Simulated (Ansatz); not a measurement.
## Dissociation curves of SnH3F (SMILES [F][SnH3])

SnH3F has 5 atoms, charge 0, and is taken as a singlet. SMILES: `[F][SnH3]`. The coordinates come from a PBE0-D4/def2-TZVP relaxation.

```xyz
5

F    -1.2850    0.7183    1.0050
Sn    0.1004   -0.0659   -0.0790
H    -0.5284   -0.0548   -1.6591
H     0.3189   -1.6265    0.5606
H     1.4441    0.9552    0.1310
```

The Sn2–H4 distance is scanned; the parts on either side stay rigid. Basis STO-3G, 19 core orbitals frozen in the correlated methods; program Ansatz 0.2.0. FCI is exact within this basis and core. Energies in eV from each method's value at 1.701 Å; methods without a U are spin-restricted. The shape above is that at 1.701 Å.

```
distance (Å)    HF  B3LYP  CAM-B3LYP  wB97M-V   FCI
       1.701  0.00   0.00       0.00     0.00  0.00
       2.126  1.55   1.22       1.33     1.32  1.14
       2.551  3.95   3.01       3.29     3.28  2.76
       3.401  7.86   5.72       6.38     6.47  4.27
       4.252  9.64   6.80       7.74     7.97  4.43
```

Departure from the FCI curve at its largest: HF +5.21 eV at 4.25 Å; B3LYP +2.37 eV at 4.25 Å; CAM-B3LYP +3.31 eV at 4.25 Å; wB97M-V +3.54 eV at 4.25 Å. Restricted functionals keep the electrons paired too, and rise too high. Restricted Hartree–Fock keeps the electrons paired, so it rises far too high as the bond breaks.

The FCI curve is nearly flat over the last step, rising only from 4.27 to 4.43 eV, as expected once the Sn–H bond has essentially separated into a stannyl radical and a hydrogen atom. Stretching weakens the overlap between the tin hybrid and hydrogen 1s, so σ and σ* approach degeneracy. A single closed-shell determinant then retains ionic H⁻ and H⁺ contributions that the exact singlet removes by mixing in the doubly excited σ*² configuration. This is static correlation, and it explains why the other four curves are still climbing at the end of the scan. B3LYP stays closest to FCI at every stretched point, probably because it carries less exact exchange at long range.

Even the FCI rise is large for an Sn–H bond, which is normally weak because the diffuse tin valence orbitals overlap poorly with hydrogen 1s. The likely cause is the minimal basis, whose hydrogen function is too contracted for a free atom and so raises the dissociation limit.
